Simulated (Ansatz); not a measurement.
A surface is cut from this relaxed crystal of Os:

```
Os
1.0
     2.75283    0.00000    0.00000
    -1.37642    2.38402    0.00000
     0.00000    0.00000    4.35097
Os
2
Direct
  0.33333 0.66667 0.75000
  0.66667 0.33333 0.25000
```

Miller indices refer to the conventional cell of P6_3/mmc (No. 194), a = 2.753 Å, b = 2.753 Å, c = 4.351 Å, α = 90.00°, β = 90.00°, γ = 120.00°.

The (001) slab of 7 planes, 13.1 Å thick with 15 Å of vacuum as cut; outer planes Os (top) and Os (bottom).

Computed with DFT PBE, scalar-relativistic, plane waves, PAW (Ansatz). Cutoff 420 eV; k points 15×15×1 on the computed 7-atom cell (Γ-centred); Gaussian smearing, width 0.10 eV; no spin polarisation. The cell repeats along c with a dipole correction in the vacuum.

With the atoms at the bulk's places:

```json
{
  "Surface energy (mean of both faces)": "3.11 J/m²",
  "Work function": "5.40 eV"
}
```

**Question.** What changes when all atoms relax?

**Answer.** The energy falls by 0.102 J/m² a face, and the largest move is 0.07 Å.

| Quantity | Value |
| --- | --- |
| Surface energy (mean of both faces) | 3.00 J/m² |
| Work function | 5.33 eV |

```json
{"plane (bottom to top)": "1", "atoms": "Os", "spacing to next, bulk (Å)": "2.175", "relaxed (Å)": "2.096", "change (%)": "-3.7"}
{"plane (bottom to top)": "2", "atoms": "Os", "spacing to next, bulk (Å)": "2.175", "relaxed (Å)": "2.173", "change (%)": "-0.1"}
{"plane (bottom to top)": "3", "atoms": "Os", "spacing to next, bulk (Å)": "2.175", "relaxed (Å)": "2.189", "change (%)": "+0.6"}
{"plane (bottom to top)": "4", "atoms": "Os", "spacing to next, bulk (Å)": "2.175", "relaxed (Å)": "2.189", "change (%)": "+0.6"}
{"plane (bottom to top)": "5", "atoms": "Os", "spacing to next, bulk (Å)": "2.175", "relaxed (Å)": "2.173", "change (%)": "-0.1"}
{"plane (bottom to top)": "6", "atoms": "Os", "spacing to next, bulk (Å)": "2.175", "relaxed (Å)": "2.096", "change (%)": "-3.7"}
{"plane (bottom to top)": "7", "atoms": "Os", "spacing to next, bulk (Å)": "", "relaxed (Å)": "", "change (%)": ""}
```

Slabs this thin can still miss converged surface energies by a few hundredths of a J/m² and work functions by about a tenth of an eV.

Spin-orbit coupling is left out, which matters for the bands of heavy elements.

γ = (E_slab − N·E_bulk)/2A = 2.462 eV / (2 × 6.56 Å²) = 187.5 meV/Å² = 3.00 J/m², with N = 7 atoms. The cut crosses 3 bonds a cell (neighbours within 10 % of the shortest distances), so each costs 0.82 eV on this count. The top spacing shrinks by 3.7 %, as is usual at a metal's surface, where atoms that lost neighbours bind closer to those left.

Relaxation removes only a small part of the surface energy, so the cost of this close-packed face is mainly electronic, from bonds lost at the cut. Osmium's d band is filled to slightly beyond the middle, leaving mostly bonding states occupied, which explains both the strong cohesion of the metal and the high surface energy. The 0.82 eV per cut bond is an effective cost, not a transferable bond energy: d bonding grows less than linearly with coordination, so the surface atoms recover part of the loss by strengthening their remaining bonds.

The contraction is confined almost entirely to the outermost spacing, as expected where metallic screening is short-ranged. The two central spacings nevertheless stay 0.6 % expanded, which suggests that the middle of the slab still feels its faces; this small expansion is therefore not safely a property of a semi-infinite crystal. The work function changes little, so the inward move probably leaves the surface dipole largely intact. With a single facet computed, nothing follows about the equilibrium crystal shape.
